# Image-charge energy of an ionic crystal on a metal: an office-hours dialogue

**Student:** A charge near a metal is attracted as $1/z$, and a NaCl film is made of nothing but charges. I expect long-range adhesion.

**Lecturer:** Let us calculate from four premises. (i) The metal is a grounded, flat, perfect conductor filling $z'<0$, so $\phi=0$ on the image plane $z'=0$. (ii) The ions are rigid charges $\pm q$, pointlike or spherical, lying wholly above that plane. (iii) The space between ions and metal is vacuum. (iv) $W$ is the interaction energy per area, zero at infinite separation, so $-W$ is the contribution to the work of adhesion.

Put one ionic plane at height $z$ and expand its charge per area in reciprocal vectors $\mathbf G$ of the surface lattice, with cell area $A_c$ and ion positions $\boldsymbol\rho_j$:

$$\sigma(\boldsymbol\rho)=\sum_{\mathbf G}\sigma_{\mathbf G}e^{i\mathbf G\cdot\boldsymbol\rho},\qquad \sigma_{\mathbf G}=\frac1{A_c}\sum_j q_je^{-i\mathbf G\cdot\boldsymbol\rho_j}.$$

Poisson's equation separates into $(\partial_{z'}^2-G^2)\phi_{\mathbf G}=-\sigma_{\mathbf G}\,\delta(z'-z)/\varepsilon_0$. For $G\neq0$ the bounded solution, whose slope jumps by $-\sigma_{\mathbf G}/\varepsilon_0$ at the plane, is

$$\phi_{\mathbf G}(z')=\frac{\sigma_{\mathbf G}}{2\varepsilon_0G}\,e^{-G|z'-z|}.$$

The charge induced on the metal adds a source-free term that decays upwards, $Ce^{-Gz'}$. The condition $\phi=0$ at $z'=0$ fixes $C$, so

$$\phi^{\rm ind}_{\mathbf G}(z')=-\frac{\sigma_{\mathbf G}}{2\varepsilon_0G}\,e^{-G(z'+z)},$$

which is the potential of an opposite plane at $-z$. The solution is unique, so the image describes the real field.

**Student:** Then the energy is charge times that potential.

**Lecturer:** Half of it. Scale all charges by $\lambda$ from 0 to 1. The induced potential is then $\lambda\phi^{\rm ind}$, the work is $\int_0^1\lambda\,d\lambda=\tfrac12$ times $\sigma\phi^{\rm ind}$, and the charge drawn from ground at $\phi=0$ costs nothing. The plane's own potential gives an energy independent of $z$, which premise (iv) removes. Averaging over a cell pairs $\mathbf G$ with $-\mathbf G$, and $\sigma_{-\mathbf G}=\sigma_{\mathbf G}^*$ because $\sigma$ is real. For a neutral plane $\sigma_0=0$, so

$$W(z)=-\sum_{\mathbf G\neq0}\frac{|\sigma_{\mathbf G}|^2}{4\varepsilon_0G}\,e^{-2Gz}.\tag{1}$$

The sum counts $\mathbf G$ and $-\mathbf G$ separately. Every term is negative and falls exponentially.

**Student:** So where did my $1/z$ go?

**Lecturer:** It lives at small wave vectors. A single charge $q$ has the transform $q$ at every in-plane $\mathbf k$, and the cell average becomes an integral over the plane, which turns the sum into $\int d^2k/(2\pi)^2$. If a uniform dielectric of relative permittivity $\varepsilon$ fills $z'>0$, then $\varepsilon_0\to\varepsilon_0\varepsilon$ in Poisson's equation and

$$U=-\int\!\frac{d^2k}{(2\pi)^2}\frac{q^2e^{-2kz}}{4\varepsilon_0\varepsilon k}=-\frac{q^2}{8\pi\varepsilon_0\varepsilon}\int_0^\infty\! e^{-2kz}dk=-\frac{q^2}{16\pi\varepsilon_0\varepsilon z},\tag{2}$$

counted from the same charge deep in the dielectric. The power law comes from $k\lesssim1/z$. A neutral periodic plane has no weight below its shortest allowed $\mathbf G$.

**Student:** Which is what for rock salt (001)?

**Lecturer:** Use cubic axes and the cubic lattice constant $a$. The cations form a square lattice with primitive vectors $\frac a2(1,1)$ and $\frac a2(1,-1)$, so $A_c=a^2/2$ holds one ion pair. The reciprocal vectors are $\mathbf G=\frac{2\pi}a(h,k)$ with $h+k$ even. With the anion at $(a/2,0)$,

$$\sigma_{\mathbf G}=\frac{2q}{a^2}\left(1-e^{-i\pi h}\right),$$

which equals $4q/a^2$ for $h,k$ both odd and vanishes for both even. The first shell is the four vectors $(\pm1,\pm1)$ with $G_1=2\sqrt2\,\pi/a$. Inserting it in (1),

$$W_1=-4\,\frac{16q^2/a^4}{4\varepsilon_0G_1}e^{-2G_1z}=-\frac{4\sqrt2}{\pi}\frac{q^2}{\varepsilon_0a^3}\,e^{-4\sqrt2\pi z/a}.\tag{3}$$

The second shell has eight vectors, $(\pm1,\pm3)$ and $(\pm3,\pm1)$, of length $\sqrt5\,G_1$, so $W_2/W_1=(2/\sqrt5)\,e^{-2(\sqrt5-1)G_1z}$.

**Student:** A film has many planes. Their attractions should pile up.

**Lecturer:** The amplitudes add first. The image of plane $n$ acts on plane $m$ through $e^{-G(z_n+z_m)}$, so the double sum factorises and $|\sigma_{\mathbf G}|^2e^{-2Gz}$ becomes $|\sum_n\sigma_{\mathbf G,n}e^{-Gz_n}|^2$. Here $z_n=z+na/2$, and each plane is shifted by $(a/2,0)$, which gives a factor $-1$ for odd $h$. With $x=e^{-Ga/2}$, $N$ planes multiply each term by

$$\left[\frac{1-(-x)^N}{1+x}\right]^2 .$$

For the first shell $x=e^{-\sqrt2\pi}=0.0118$, and a thick film of rigid ions gets the factor $0.977$. The metal sees almost only the first plane.

**Student:** You kept $\varepsilon$ in (2) and dropped it in (1). That looks inconsistent.

**Lecturer:** The permittivity describes how the crystal answers a field that varies slowly over a cell. The field behind (3) varies within a cell, and its sources are the ions that make up the dielectric, so polarisation must be added ion by ion. We estimate it below. A charged defect is an extra charge whose small-$k$ field does feel $\varepsilon$, the static one once the lattice has relaxed.

**Student:** Then each defect contributes (2) to the adhesion.

**Lecturer:** No, because the starting state is a crystal with a free surface. Let a thick crystal fill $z'>0$ with the defect at depth $z$, and let a vacuum gap $D$ separate it from the metal. Between surface and defect each component is $e^{kz'}+re^{-kz'}$, and in the gap it is $B\sinh k(z'+D)$, which vanishes on the metal. Continuity of $\phi$ and of the normal displacement gives $1+r=B\sinh kD$ and $\varepsilon(1-r)=B\cosh kD$, hence

$$r=\frac{\varepsilon\tanh kD-1}{\varepsilon\tanh kD+1},\qquad U(D)=\frac{q^2}{8\pi\varepsilon_0\varepsilon}\int_0^\infty r\,e^{-2kz}dk .$$

At $D=0$, $r=-1$ and (2) returns. At $D\to\infty$, $r=\beta\equiv(\varepsilon-1)/(\varepsilon+1)>0$, so the free surface repels the charge. With $y=e^{-2kD}$ and $\tanh kD=(1-y)/(1+y)$,

$$r-\beta=-\frac{4\varepsilon\,y}{(\varepsilon+1)^2(1-\beta y)} .$$

Expanding in powers of $\beta y$, which converges because $\beta<1$, and integrating term by term gives

$$\Delta U(D)=-\frac{q^2}{4\pi\varepsilon_0(\varepsilon+1)^2}\sum_{m=0}^\infty\frac{\beta^m}{z+(m+1)D}.\tag{4}$$

At contact $\sum\beta^m=(\varepsilon+1)/2$, so $\Delta U(0)=-q^2/[8\pi\varepsilon_0(\varepsilon+1)z]$, which is (2) times $2\varepsilon/(\varepsilon+1)$. For $D\gg z$, $\sum\beta^m/(m+1)=-\ln(1-\beta)/\beta$ gives the tail

$$\Delta U\to-\frac{q^2\ln[(\varepsilon+1)/2]}{4\pi\varepsilon_0(\varepsilon^2-1)D}.$$

**Student:** Defects also see each other's images.

**Lecturer:** Yes, and three cases arise. Take $n$ charges $\pm q$ per area at depth $z$. If the signs balance and the positions are independent, the cross terms $\langle q_iq_je^{i\mathbf k\cdot(\boldsymbol\rho_i-\boldsymbol\rho_j)}\rangle$ vanish and $W=n\,\Delta U$. If opposite charges pair within a length $\xi$, the squared transform falls as $k^2$ for $k\xi\ll1$. Two more powers of $k$ in the integral turn the tail into $D^{-3}$ beyond $D\sim\xi$. If the signs do not balance, the $\mathbf G=0$ component $\sigma_0$ forms a capacitor with the metal. The displacement field between them is $\sigma_0$, the potential of the sheet is $\sigma_0(D+z/\varepsilon)/\varepsilon_0$, and the energy per area is $\sigma_0^2(D+z/\varepsilon)/2\varepsilon_0$. That is a constant pull with no zero at infinity, and it lasts only while the charge stays trapped.

**Student:** Let me see numbers for NaCl on Cu(100).

**Lecturer:** Take a monolayer with $q=e$ and the compiled bulk value $a=0.564$ nm (Wikipedia, 300 K). Then $G_1=15.75\ \mathrm{nm^{-1}}$, the decay length $1/2G_1$ is $0.032$ nm, $A_c=0.159\ \mathrm{nm^2}$, and the prefactor in (3) is $29.1\ \mathrm{J\,m^{-2}}$. As approximate inputs, put the ions $0.30$ nm above the top Cu plane and the image plane $0.12$ nm above it, so $z=0.18$ nm. Then $2G_1z=5.67$, the exponential is $3.44\times10^{-3}$, and the model gives $W_1=-0.10\ \mathrm{J\,m^{-2}}$, or $-0.099$ eV per ion pair. The second shell adds $0.08\,\%$. For MgO(001), the tunnel barrier of magnetic memory cells, $a\approx0.421$ nm shortens the decay length to $0.024$ nm.

**Student:** With that decay length your assumed $z$ decides everything.

**Lecturer:** It does. A shift of $0.02$ nm changes $W_1$ by the factor $1.88$, so $z=0.16$ nm and $0.20$ nm give $-0.19$ and $-0.053\ \mathrm{J\,m^{-2}}$. The model supports an order of $0.1\ \mathrm{J\,m^{-2}}$.

Now the defects, with the compiled static $\varepsilon=5.895$ (Andeen 1970), so $\beta=0.710$. For $q=e$ at $z=1.0$ nm, (2) gives $-0.061$ eV and $\Delta U(0)=-0.104$ eV. An illustrative $n=10^{17}\ \mathrm{m^{-2}}$, which is $1.6\,\%$ of the pair density $2/a^2$ with mean spacing $n^{-1/2}=3.2$ nm, adds $-1.7\ \mathrm{mJ\,m^{-2}}$ at contact. At $D=1.0$ nm, where $z=D$, the series in (4) is $[-\ln(1-\beta)-\beta]/(\beta^2D)=1.047/D$. Then $\Delta U=-0.032$ eV and $W=-0.51\ \mathrm{mJ\,m^{-2}}$, while (3) with the ionic plane $1.0$ nm from the image plane gives $-6.0\times10^{-13}\ \mathrm{J\,m^{-2}}$. At this density the defects set the range of the electrostatic term and the lattice sets its size at contact.

**Student:** You promised the polarisation.

**Lecturer:** The Clausius–Mossotti relation with the compiled $\varepsilon_\infty=2.3$ (Chen 2018) and volume $a^3/4$ per pair gives the summed polarisability volume

$$\alpha'=\frac{3}{4\pi}\frac{\varepsilon_\infty-1}{\varepsilon_\infty+2}\frac{a^3}{4}=3.24\times10^{-30}\ \mathrm{m^3},\qquad p=4\pi\varepsilon_0\alpha'E .$$

Differentiating $\phi_{\mathbf G}$ and summing the first shell, a plane at distance $d$ produces at a site facing one of its ions a normal field $4\cdot(4e/a^2)e^{-G_1d}/2\varepsilon_0=E_0e^{-G_1d}$, with $E_0=8e/\varepsilon_0a^2=4.55\times10^{11}\ \mathrm{V\,m^{-1}}$. In a flat monolayer only the image plane, at $d=2z$, gives a normal field, $1.6\times10^{9}\ \mathrm{V\,m^{-1}}$. To lowest order in $\alpha'$ the extra energy is $-\tfrac12pE=-2.8$ meV per pair, about $3\,\%$ of $W_1$.

A thicker film differs. The planes behind the first give $E_0x/(1+x)=5.3\times10^{9}\ \mathrm{V\,m^{-1}}$. The interface anion has a cation behind it, so its dipole turns the positive end to the metal, and the cation's dipole turns the negative end. A normal dipole $p$ changes the amplitude $qe^{-Gz}$ by $Gp\,e^{-Gz}$, so the pair amplitude $2e$ drops to $2e-G_1p$ with $G_1p/2e=0.094$. That lowers $|W_1|$ by about $18\,\%$, local fields neglected, and the thick-film model value is about $-0.08\ \mathrm{J\,m^{-2}}$.

**Student:** And copper is no perfect conductor at $G_1$.

**Lecturer:** True. A real metal reflects each component with a coefficient $R(G)$ that multiplies the terms of (1), and an image plane is the approximation $R=e^{2Gd}$ with fixed $d$, where $d$ is its height above the chosen origin. Test it on a sharp-edged Thomas–Fermi metal, $\nabla^2\phi=k_s^2\phi$ inside. Matching $e^{\kappa z'}$, $\kappa=\sqrt{G^2+k_s^2}$, to $e^{Gz'}-Re^{-Gz'}$ gives $G(1+R)=\kappa(1-R)$, so $R=(\kappa-G)/(\kappa+G)\approx1-2G/k_s$ and $d=-1/k_s$. With $k_s\approx18\ \mathrm{nm^{-1}}$, typical for Cu, $\kappa=23.9\ \mathrm{nm^{-1}}$ and $R=0.21$, whereas $e^{-2G_1/k_s}=0.17$. The full $R$ is $19\,\%$ larger. This model lacks electron spill-out and puts the plane inside the edge, so it indicates only the size of such departures.

**Student:** Then for a perfect crystal adhesion is short-ranged.

**Lecturer:** Its image part is. Dispersion forces follow a power law. Summing $-C/r^6$ over a half-space of number density $\rho_1$ gives $-\pi C\rho_1/6s^3$ at distance $s$, and integrating over a slab of density $\rho_2$ and thickness $t$ gives

$$W_{\rm disp}=-\frac{A}{12\pi}\left[\frac1{D^2}-\frac1{(D+t)^2}\right],\qquad A=\pi^2C\rho_1\rho_2 .$$

With an approximate Hamaker constant $A\approx1.5\times10^{-19}$ J and the customary contact cutoff $D\approx0.165$ nm, a thick film gives $-0.15\ \mathrm{J\,m^{-2}}$ and a monolayer, $t=a/2$, gives $-0.13\ \mathrm{J\,m^{-2}}$. Both rival the image term. At $D=1.0$ nm the thick film gives $-4.0\ \mathrm{mJ\,m^{-2}}$, more than our defects.

**Student:** So state where the result holds.

**Lecturer:** Equation (1) is exact under the four premises. A spherical ion acts as a point charge only while its cloud stays clear of the metal, and the Cl$^-$ radius of roughly $0.18$ nm makes this marginal at contact, where overlap repulsion and any Cu–Cl bonding enter. The planes must be neutral, as for (001). The (111) planes are charged and bring in $\mathbf G=0$. The metal's own periodic field couples to the ions in first order only through reciprocal vectors shared by both lattices, which can matter on stepped or lattice-matched surfaces. Equations (2) and (4) need $z$ above about one lattice constant, a film thick compared with $z$ and $D$, and a charge state that survives electron exchange with the metal. The full adhesion of NaCl layers on flat Cu is typically a few tenths of a $\mathrm{J\,m^{-2}}$, as general knowledge from calculations that include dispersion. The model's image term of about $0.1\ \mathrm{J\,m^{-2}}$ falls short of that by a factor of roughly two to four, chiefly because it leaves dispersion out.